**Difluoromethane: which method made which error?**

Eight calculated atomization energies of CH₂F₂ have been separated from the names of the methods that produced them. How many names can be put back from the size of the error alone?

Ansatz 0.2.0; neutral singlet CH₂F₂ at the MP2(full)/6-31G* geometry, with the level of theory given in each row and the cc-pVTZ basis. Noble-gas cores are frozen in the correlated wave-function methods, and relativity is not included. Candidates: BLYP, RPA-PBE, RCCSDT, r2SCANh, revPBE, wB97M-V, B3LYP, CISD.

| row | computed less measured atomization energy (kJ/mol) | rough wall time (s) |
| --- | --- | --- |
| A | -47.0 | n/a |
| B | -226.8 | 30 |
| C | 10.9 | 0.8 |
| D | -13.1 | 2 |
| E | -5.8 | 1 |
| F | -157.5 | 2 |
| G | 9.2 | n/a |
| H | -9.6 | 0.9 |

The atomization energy is the energy needed to pull the molecule apart into free atoms. Each entry is the computed value less the measured one, so a negative entry means that the method binds the molecule too weakly. Zero-point vibration has been removed from the measured value. All methods use the same molecular geometry, and the correlated wave-function methods leave the core electrons uncorrelated. The rough wall times come from shared machines and are not used as clues. Other methods applied to the same molecule, with their names attached, serve as fixed points along the way.

**Row A: a neighbour that must exist**

The easiest candidate to place is RCCSDT, because a close relative is known. RCCSD(T) treats triple excitations, in which three electrons move together, by perturbation theory, and misses the measured value by −45.5 kJ/mol. RCCSDT treats the same excitations in full. The two can differ strongly when several electron configurations compete, but here one closed-shell configuration dominates: the largest amplitude of any pair excitation is only about 0.03.

RCCSDT should therefore lie within a few kJ/mol of RCCSD(T). Row A, at −47.0, does so, and the next nearest row is more than 30 kJ/mol away from that fixed point. This assignment is sure.

It also raises a question: why do two such thorough methods agree with each other and still miss experiment by some 45 kJ/mol? The main cause is well established, although a single basis set cannot demonstrate it. Two electrons avoid each other most sharply at short distance, and products of smooth orbitals reproduce that sharp feature only slowly as the basis grows. Forming bonds brings more electrons into close pairs, so the molecule loses more correlation energy to the finite basis than the atoms do, and the computed binding comes out too weak.

The size is plausible. Hartree–Fock, which has no correlation, misses by −534.6 kJ/mol, which is roughly what correlation contributes to the binding. Losing a little less than a tenth of that contribution is enough to produce the error of row A.

**Rows B and F: what is lost when pairs are counted together**

Two rows lie far below everything else, at −226.8 and −157.5 kJ/mol. The natural candidates are CISD and RPA-PBE. The other names left are density functionals with gradient corrections, for which errors of this size would be out of character in so small a molecule. Even BHLYP, with half of its exchange taken from Hartree–Fock theory, stops at −90.5.

To tell the two apart, it helps to see what CISD leaves out. Consider two helium atoms far apart. Each needs a double excitation to describe its own electron pair, and a proper description of both must include the case where both pairs are excited at once. That is a quadruple excitation, which CISD forbids. Coupled cluster with single and double excitations, RCCSD, includes it automatically as a product of two doubles.

For systems as small as these, the damage therefore grows faster than in proportion to the number of electrons, roughly with the number of ways to choose two pairs. The whole molecule suffers from it more than the separate atoms do, each of which is calculated alone. The result is weak binding.

The energies of the molecule itself turn this into a test. Its correlation energy is 18.623 eV in RCCSD but only 16.797 eV in CISD, a loss of 1.826 eV or 176 kJ/mol. Call this loss $L_\text{mol}$, and let $L_\text{at}$ be the corresponding loss summed over the free atoms. The atomization energy falls by the difference between them, so

$$L_\text{at} = L_\text{mol} - (m_\text{RCCSD} - m_\text{CISD}),$$

where $m$ is the error listed for each method and $m_\text{RCCSD}$ is −75.9 kJ/mol.

If B is CISD, the atoms together lose about 25 kJ/mol, or 14 % of the molecular loss. If F is CISD, they lose about 95 kJ/mol, or 54 %. The second share is hard to believe. Most ways of choosing two electron pairs in the molecule take them from different atoms, and all those combinations disappear once the atoms are calculated one by one. The atoms should keep well under half of the loss.

So B is very likely CISD, and F is then RPA-PBE. The arithmetic shows what each choice would require of the atoms; rejecting one of them rests on the argument about pairs.

Underbinding also suits the random-phase approximation (RPA). It overestimates correlation at short range, but that local error is expected to cancel largely between molecule and atoms. The underbinding is usually traced instead to correlation over the length of a bond, shared between atoms, that RPA misses; these runs do not test that cause. Slow convergence with the basis adds to it, in a proportion that one basis cannot reveal.

**Row D: a mixture between two known ends**

Five rows remain, all within 15 kJ/mol of experiment, and here the error loses most of its power to identify. One candidate still has a handle. The functional r2SCANh replaces 10 % of the exchange in r2SCAN by exact exchange, that is, exchange calculated as in Hartree–Fock theory. Its relative r2SCAN0 replaces 25 %. The two ends are known: 7.9 kJ/mol for r2SCAN and −43.2 for r2SCAN0.

Why does exact exchange weaken the binding? In a bond, two electrons tend to stay on opposite atoms, which Hartree–Fock theory ignores. An approximate exchange functional looks only at the surroundings of each point, and by this very limitation it imitates part of that avoidance. Replacing it with exact exchange removes the imitation, and the correlation functional does not make up for the loss. The same happens on going from PBE to PBE0, which lowers the atomization energy by 64 kJ/mol.

For fixed orbitals, the energy changes in a straight line with the fraction of exact exchange. The orbitals do adjust, but since each energy is at a minimum, the adjustment enters only at second order. A straight line between the two ends should therefore be a fair guide:

$$m(10\,\%) \approx 7.9 + \frac{10}{25}\,(-43.2 - 7.9) = -12.5\ \text{kJ/mol}.$$

Nothing is fitted, and none of the unnamed rows enters the estimate. Row D, at −13.1, is the closest. Row H, at −9.6, is only 3 kJ/mol from the estimate, however, and a slight bend in the line could cover that distance. D is likely to be r2SCANh, but not certain.

**Rows C, E, G and H: where the error stops speaking**

BLYP, B3LYP, revPBE and wB97M-V are left for four rows that span about 20 kJ/mol. There is one weak hint. wB97X-V, built on a similar plan to wB97M-V, overbinds by 7.7 kJ/mol, which would suit C or G. These two rows differ by less than 2 kJ/mol, so the hint cannot choose between them.

General reasoning gives directions but not distances. revPBE responds more strongly than PBE to density gradients, which favours the free atoms and should bring it below PBE's 64.5 kJ/mol; how far below is not settled by that argument. B3LYP contains exact exchange, which pulls it down from BLYP, but it also alters other ingredients that may push it back up. These four assignments stay open.

**The names**

The rows with their labels:

| level | computed less measured atomization energy (kJ/mol) | rough wall time (s) |
| --- | --- | --- |
| RHF | -534.6 | 0.7 |
| RMP2 | 9.4 | n/a |
| CISD | -226.8 | 30 |
| RCCSD | -75.9 | n/a |
| RCCSD(T) | -45.5 | n/a |
| BCCD(T) | -44.4 | 3 |
| RCCSDT | -47.0 | n/a |
| RCCSDT(Q) | -45.5 | 70 |
| SPW92 | 338.2 | 0.5 |
| PBE | 64.5 | 0.9 |
| BLYP | 10.9 | 0.8 |
| revPBE | -9.6 | 0.9 |
| r2SCAN | 7.9 | n/a |
| B97M-V | -2.1 | 3 |
| PBE0 | 0.3 | n/a |
| B3LYP | -5.8 | 1 |
| r2SCANh | -13.1 | 2 |
| r2SCAN0 | -43.2 | 2 |
| BHLYP | -90.5 | 1 |
| CAM-B3LYP | 16.0 | 1 |
| wB97X-V | 7.7 | 3 |
| wB97M-V | 9.2 | n/a |
| HSE06 | 2.8 | 1 |
| B2PLYP | -13.2 | 2 |
| PBE-QIDH | -18.2 | 2 |
| RPA-PBE | -157.5 | 2 |

The sure assignment and the three likely ones hold: A is RCCSDT, B is CISD, F is RPA-PBE and D is r2SCANh. Among the open rows, C is BLYP, E is B3LYP, G is wB97M-V and H is revPBE. The hint from wB97X-V pointed to the right pair of rows, but a guess within that pair would have been a coin toss.

B3LYP shows where the straight-line estimate fails. It has 20 % exact exchange and BHLYP has 50 %, so a line from BLYP to BHLYP would put B3LYP near −30 kJ/mol. The calculation gives −5.8.

The reason lies in what else changes. From r2SCAN to r2SCAN0 only the exchange fraction moves, whereas B3LYP also replaces part of the gradient-corrected exchange and correlation by their local-density forms. The local-density approximation overbinds heavily, by 338 kJ/mol in the row SPW92, and mainly through its exchange part, so even a small admixture of that part can raise the result noticeably. The direction fits, although the table does not separate this contribution from the others. Interpolation between relatives is most trustworthy when they differ in a single ingredient.

The full table also warns against reading a small error as a sign of good theory. RMP2 misses experiment by only 9.4 kJ/mol, yet it lies 55 kJ/mol above RCCSDT(Q), a far more complete treatment in the same basis. Its tendency to overbind happens to offset the correlation lost to the finite basis. RCCSDT(Q) has no such compensating error and looks worse for it.

Nor do the rows closest to zero deserve a ranking. The calculations omit spin–orbit coupling, which lowers the energies of the free carbon and fluorine atoms and would reduce every computed atomization energy by the same few kJ/mol. That shift is enough to change which rows lie closest to zero. Twelve of the 26 methods lie within 15 kJ/mol of the measured value, and they include pure functionals, hybrids and perturbation theory.

A good total for one molecule is thin evidence for a method: it can rest on cancelling errors, and it does not show how the error is shared among the individual bonds.
